## Problem: what epitaxial realignment does to the gain of a polysilicon-emitter transistor

A silicon npn transistor at $T = 300$ K has a uniformly arsenic-doped emitter in two layers. A monocrystalline layer of quasi-neutral width $W_1$ starts at the emitter edge of the emitter-base depletion layer ($x = 0$). A deposited silicon film of thickness $W_2$ lies on it and is capped by metal. A high-temperature anneal breaks up the interfacial oxide and lets the film realign epitaxially with the substrate, so that its hole diffusivity $D_2$ rises toward the single-crystal value $D_1$.

All entries below are typical or assumed inputs.

| Quantity | Value |
|---|---|
| Donor density in both layers, $N$ | $1.0\times10^{20}$ cm$^{-3}$ |
| Intrinsic density of Si, $n_i$ | $1.0\times10^{10}$ cm$^{-3}$ |
| Apparent gap narrowing in both layers, $\Delta E_g$ | 0.090 eV |
| Hole diffusivity and lifetime in the crystal, $D_1$, $\tau_1$ | 3.2 cm$^2$/s, 0.50 ns |
| Widths $W_1$, $W_2$ | 40 nm, 160 nm |
| Film U (unrealigned), $D_2$, $\tau_2$ | 0.80 cm$^2$/s, 0.080 ns |
| Film P (partly realigned), $D_2$, $\tau_2$ | $0.81\,D_1$, $\tau_1$ |
| Film R (fully realigned), $D_2$, $\tau_2$ | $D_1$, $\tau_1$ |
| Collector saturation current density, $J_{0C}$ | $8.0\times10^{-11}$ A/cm$^2$ |

The value of $J_{0C}$ was chosen so that the gain lands near 100, which is typical of such devices. Assume low injection, no barrier and no recombination at the interface, an ideal metal contact, and a base current made only of holes injected into the emitter, so that $\beta = J_{0C}/J_{0E}$. The widths are held fixed between cases.

(a) Find the effective recombination velocity $S$, the emitter saturation current density $J_{0E}$ and $\beta$ for R, P and U, and for metal placed directly at $x = W_1$ (case M).
(b) Test the transparent approximation on R.
(c) Find how $J_{0E}$ depends on $r = D_2/D_1$ near $r = 1$ at equal lifetime.
(d) Find the film thickness at which the gain saturates.
(e) Size the neglected terms.

## Solution

### Why the formula holds

Uniform doping leaves no built-in field, so the excess hole density obeys $\Delta p'' = \Delta p/L^2$ with $L = \sqrt{D\tau}$ in each layer, and the hole current toward the contact is $J = -qD\,\Delta p'$. At the junction $\Delta p(0) = p_0\,(e^{qV_{BE}/k_BT} - 1)$ with $p_0 = n_{ie}^2/N$ and $n_{ie}^2 = n_i^2 e^{\Delta E_g/k_BT}$. The apparent narrowing is defined for use with this Boltzmann form and absorbs the degeneracy of the electrons. $J_{0E}$ is defined by $J(0) = J_{0E}\,(e^{qV_{BE}/k_BT} - 1)$.

Let everything beyond $x = W_1$ act as the boundary condition $J(W_1) = qS\,\Delta p(W_1)$. Write
$$\Delta p(x) = \Delta p(0)\left[\cosh\frac{x}{L_1} - F\sinh\frac{x}{L_1}\right],$$
so that $J(0) = q(D_1/L_1)F\,\Delta p(0)$. With $w = W_1/L_1$ and $a = SL_1/D_1$ the boundary condition reads $F\cosh w - \sinh w = a\,(\cosh w - F\sinh w)$, which gives
$$J_{0E} = \frac{q n_{ie}^2 D_1}{N L_1}\,F, \qquad F = \frac{a\cosh w + \sinh w}{a\sinh w + \cosh w} = \frac{a + \tanh w}{1 + a\tanh w}.$$

> **Predict.** What is $F$ for a perfect sink, $a\to\infty$? How does that answer give $S$ for the film with no new calculation?

For $a\to\infty$, $F = \coth w$, and for $a = 0$, $F = \tanh w$. The film is a layer of the same kind that ends in a perfect sink, so the current entering it is $q(D_2/L_2)\coth(W_2/L_2)$ times the excess density at its inner face. Equal doping and equal narrowing make $p_0$ the same on both sides, so a continuous hole quasi-Fermi level means a continuous $\Delta p$. The current is continuous too. Hence
$$S = \frac{D_2}{L_2}\coth\frac{W_2}{L_2}.$$
This is the two-region picture of Ning and Isaac (1980). It suits a realigned film well, since the oxide that it leaves out has been broken up.

### (a) The four cases

The thermal energy is $k_BT = 0.025852$ eV, so $e^{0.090/0.025852} = 32.50$, $n_{ie}^2 = 3.250\times10^{21}$ cm$^{-6}$ and $p_0 = 32.50$ cm$^{-3}$. In the crystal,
$$L_1 = \sqrt{(3.2\ \text{cm}^2/\text{s})(0.50\times10^{-9}\ \text{s})} = 400\ \text{nm}, \qquad \frac{D_1}{L_1} = 8.00\times10^{4}\ \text{cm/s},$$
and $w = 0.100$, $\tanh w = 0.09967$. The prefactor is
$$J^* = q p_0 \frac{D_1}{L_1} = (1.6022\times10^{-19}\ \text{C})(32.50\ \text{cm}^{-3})(8.00\times10^{4}\ \text{cm/s}) = 4.166\times10^{-13}\ \text{A/cm}^2.$$

> **Predict.** In case R the interface has no physical meaning left. Write down $F$ before computing it.

With $D_2 = D_1$ and $L_2 = L_1$, $a = \coth w_2$ where $w_2 = W_2/L_1 = 0.400$. Multiplying numerator and denominator of $F$ by $\sinh w_2$ gives
$$F = \frac{\cosh w_2\cosh w + \sinh w_2\sinh w}{\cosh w_2\sinh w + \sinh w_2\cosh w} = \coth(w + w_2).$$
The two-region emitter collapses to one crystal of width $W_1 + W_2 = 200$ nm. Numerically $a = 2.632$ and $F = 2.7316/1.2623 = 2.164$, which is $\coth 0.500$.

For P, $D_2 = 2.592$ cm$^2$/s and $L_2 = \sqrt{0.81}\,L_1 = 360$ nm. For U, $L_2 = \sqrt{(0.80\ \text{cm}^2/\text{s})(0.080\times10^{-9}\ \text{s})} = 80$ nm.

| Case | $D_2/L_2$ ($10^4$ cm/s) | $W_2/L_2$ | $\coth(W_2/L_2)$ | $S$ ($10^5$ cm/s) | $a$ | $F$ | $J_{0E}$ ($10^{-13}$ A/cm$^2$) | $\beta$ |
|---|---|---|---|---|---|---|---|---|
| M | none | 0 | $\infty$ | $\infty$ | $\infty$ | 10.03 | 41.8 | 19.1 |
| R | 8.00 | 0.400 | 2.632 | 2.106 | 2.632 | 2.164 | 9.02 | 88.7 |
| P | 7.20 | 0.444 | 2.396 | 1.725 | 2.157 | 1.857 | 7.74 | 103 |
| U | 10.0 | 2.000 | 1.037 | 1.037 | 1.297 | 1.237 | 5.15 | 155 |

The digits serve to follow the arithmetic. Part (e) shows how few of them carry physical weight. In the model, full realignment lowers the gain by the factor $2.164/1.237 = 1.75$. Even so, R keeps 4.64 times the gain of M. That factor owes nothing to grain boundaries: it comes from moving the metal from 40 nm to 200 nm away from the junction.

### (b) The transparent limit

Let $L_1\to\infty$ at fixed $S$, $W_1$ and $D_1$. Then $\tanh w\to w$, $aw = SW_1/D_1$ stays fixed, and $w$ drops out against $a$ in the numerator:
$$J_{0E} \to \frac{q n_{ie}^2}{N\,(W_1/D_1 + 1/S)}.$$
The inverse velocities add like series resistances.

> **Predict.** Here $w^2 = 0.010$. Will the approximation be good to one per cent? Will it lie above or below the full result?

For R, $W_1/D_1 = 1.250\times10^{-6}$ s/cm and $1/S = 4.749\times10^{-6}$ s/cm, with sum $5.999\times10^{-6}$ s/cm. The equivalent $F$ is $1/[(8.00\times10^4\ \text{cm/s})(5.999\times10^{-6}\ \text{s/cm})] = 2.084$, which is 3.7 per cent below 2.164. It lies below because recombination inside the crystal, which only adds current, has been dropped. The miss exceeds $w^2$ because the dropped term has relative size $w/a = W_1/(S\tau_1) = 0.038$. Transparency needs both $w\ll1$ and $w\ll a$. A low $S$ holds the holes in the crystal long enough to recombine there.

Treating the film as transparent as well gives $S = D_2/W_2$ and $F = L_1/(W_1 + W_2) = 2.000$ for R, 7.6 per cent low. The expansion $\coth z\approx 1/z + z/3$ at $z = 0.500$ repairs this and gives 2.167.

### (c) Sensitivity to $D_2/D_1$

At equal lifetime $L_2 = \sqrt r\,L_1$, so $a(r) = \sqrt r\coth(w_2/\sqrt r)$.

> **Predict.** If both layers were transparent, what would $\kappa = d\ln J_{0E}/dr$ be at $r = 1$? Will recombination raise or lower it?

In the transparent case $J_{0E}\propto 1/(W_1 + W_2/r)$, and $\kappa = W_2/(W_1 + W_2) = 0.800$, the share of the diffusion resistance that sits in the film. For the full result take the two derivatives at $r = 1$:
$$\frac{da}{dr} = \frac12\left[\coth w_2 + \frac{w_2}{\sinh^2 w_2}\right], \qquad \frac{dF}{da} = \frac{1 - \tanh^2 w}{(1 + a\tanh w)^2} = \frac{\sinh^2 w_2}{\sinh^2(w + w_2)}.$$
The last form uses $1 + \coth w_2\tanh w = \sinh(w + w_2)/(\sinh w_2\cosh w)$. The product is $(\sinh 2w_2 + 2w_2)/[4\sinh^2(w + w_2)]$, and division by $F = \coth(w + w_2)$ gives
$$\kappa = \frac{\sinh 2w_2 + 2w_2}{2\sinh 2(w + w_2)}.$$
For small arguments this returns $W_2/(W_1 + W_2)$. For a thick film it tends to $\tfrac12 e^{-2w}$, where the one half reflects $S\to\sqrt{D_2/\tau_2}$. Here
$$\kappa = \frac{0.8881 + 0.8000}{2\times1.1752} = 0.718.$$
Recombination lowers $\kappa$, because the part of the current that feeds recombination depends weakly on $D_2$. For P the linear estimate is a fall in $J_{0E}$ of $0.19\times0.718 = 13.6$ per cent, against 14.2 per cent from the table, so the linear form remains a fair guide over this range. The gain of P stands 17 per cent above that of R.

### (d) Saturation with film thickness

As $W_2$ grows, $S$ falls toward the floor $D_2/L_2 = \sqrt{D_2/\tau_2}$. At $W_2 = L_2$ it is still 31 per cent above the floor, and at $W_2 = 2L_2$ it is 3.7 per cent above. Saturation sets in beyond $L_2$ and is nearly complete at about $2L_2$.

> **Predict.** Which film has the higher gain ceiling, U or R? Look at the first numerical column of the table.

For U the floor gives $a = 1.250$, $F = 1.200$ and $\beta = 160$. The 160 nm film already delivers 97 per cent of this, and more thickness buys almost nothing. For R the floor gives $a = 1$, $F = 1$ and $\beta = J_{0C}/J^* = 192$. The realigned film has the higher ceiling, because with these inputs realignment lengthens the lifetime by more than it raises the diffusivity. This ordering rests on the assumed $\tau_2$ of U and would reverse if U had the crystal's lifetime.

The ceiling of R is far away, though. To bring $J_{0E}$ within 5 per cent of its floor, $\coth z = 1.05$ requires $z = \tfrac12\ln 41 = 1.86$, that is $W_1 + W_2 = 743$ nm and $W_2 = 703$ nm. To recover only the gain of U, $\coth z = 1.237$ requires $W_2 = 409$ nm. At 160 nm the realigned emitter is still in the regime where the gain rises almost in proportion to $W_1 + W_2$.

### (e) Neglected terms

> **Predict.** Suppose the gain were known to stand 17 per cent above the value for R. Does it follow that $r = 0.81$?

It does not follow, since three neglected terms lower $J_{0E}$ in the same way.

*Finite contact velocity.* Holes cannot enter the metal faster than a velocity of thermal order. Assume $S_M = 5\times10^6$ cm/s. Case R is one crystal that ends in $b = S_ML_1/D_1 = 62.5$, so $F = (b + \tanh 0.500)/(1 + b\tanh 0.500) = 2.107$, lower by 2.6 per cent. Through $\kappa$ this mimics a shift of 0.037 in $r$, so $r = 0.96$ cannot be told from $r = 1$ unless the contact is known. In M the same term lowers $F$ by 14 per cent, which makes the factor 4.64 an overestimate.

*Residual oxide.* A barrier that does not recombine passes $J = qS_i\,(\Delta p_1 - \Delta p_2)$, where the densities are those on its two faces, and adds $1/S_i$ to $1/S$. P and R differ in $1/S$ by $5.796\times10^{-6} - 4.749\times10^{-6} = 1.05\times10^{-6}$ s/cm. A fully realigned film behind a barrier with $S_i = 9.6\times10^5$ cm/s therefore has the same gain as P. That velocity is several times $S$ itself, so a weak barrier suffices.

*Unequal $p_0$.* If doping or narrowing differ across the interface, the continuous quantity is $\Delta p/p_0$, and $S$ acquires the factor $p_{02}/p_{01}$. A narrowing smaller by 5 meV in the film divides $S$ by $e^{0.005/0.025852} = 1.21$, against the ratio 1.22 between the $S$ values of R and P.

A common shift of $\Delta E_g$ by 10 meV scales every $J_{0E}$ by 1.47 and leaves the ratios unchanged. The absolute currents and gains are thus good to about one figure, and the ratios between cases are the sturdier results.

### Result

The model's gains are about 89 for the fully realigned film, 103 at $D_2 = 0.81\,D_1$ and 155 for the unrealigned film, with the overall scale set by the chosen $J_{0C}$. As $D_2\to D_1$ and $\tau_2\to\tau_1$, the emitter becomes a single crystal with $J_{0E} = J^*\coth[(W_1 + W_2)/L_1]$, approached with logarithmic slope $\kappa = 0.718$ in $r$ at equal lifetime. The entry for U contains no oxide. An unrealigned film on a deliberately grown, intact interfacial oxide typically shows a gain several times that of an oxide-free interface, so for such a starting film the model's factor of 1.75 understates the loss of gain on realignment by a comparable factor.